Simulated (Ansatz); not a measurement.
## C: energy along a strain

C, Im-3m, a = 4.858 Å. This isn't the element's structure at ambient conditions. Ansatz: r2SCAN, PAW, 500 eV, Γ-centred 8×8×8 mesh on 8 atoms, Gaussian smearing 0.05 eV; no spin polarisation. Cell vectors (Å): -2.429 2.429 2.429; 2.429 -2.429 2.429; 2.429 2.429 -2.429. The cell is strained by x per cent times the pattern (0 0 0 1 0 0) in the order xx yy zz yz xz xy (engineering shears), with fractional coordinates held. y is the free energy over the start, V0 = 7.167 Å³/atom. Symmetry makes y even in x.

| x (%) | y (meV/atom) |
| --- | --- |
| -4.00 | ? |
| -2.00 | 2.71 |
| 0.00 | 0.00 |
| 0.50 | 0.17 |
| 1.00 | 0.68 |
| 1.50 | 1.53 |
| 2.50 | 4.24 |
| 3.00 | 6.10 |
| 3.50 | 8.30 |

Fit y = c2 x² + c4 x⁴ to the other rows, get the stiffness along the pattern, and predict the missing energy.

Least squares on the rows shown. y = 0.6788 x² − 0.0001061 x⁴. The clamped-ion stiffness p·C·p = 2 × 6.788 eV × 160.2 / 7.167 Å³ = 303 GPa, which is C44 in these axes. At x = -4.00 the fit asked for gives 10.83 meV/atom. The run gave 10.84 meV/atom, so the fit is 0.01 meV/atom too low, a small miss on the scale of the series.

The energy rises almost purely quadratically with shear, so the lattice responds as a nearly harmonic spring over the whole range. The quartic term contributes so little, barely more than the rounding of the energies, that its negative sign is weak evidence of softening.

A C44 of 303 GPa is large for a solid this open, and reflects the stiff, directional σ bonds of carbon. The cell size and symmetry suggest a network of linked C8 cubes. In that case the shear would stretch or compress the links along the body diagonals, while the cube edges would mainly change their angles. The value is still well below that of diamond, as expected from fewer bonds per volume and probably from the strained angles within the cubes.

Letting the atoms relax within the strained cell can only lower this modulus, so 303 GPa is an upper bound to the static shear stiffness at this level of theory. The positive curvature along one frozen shear doesn't establish mechanical stability, which also depends on the other elastic constants and the phonons.
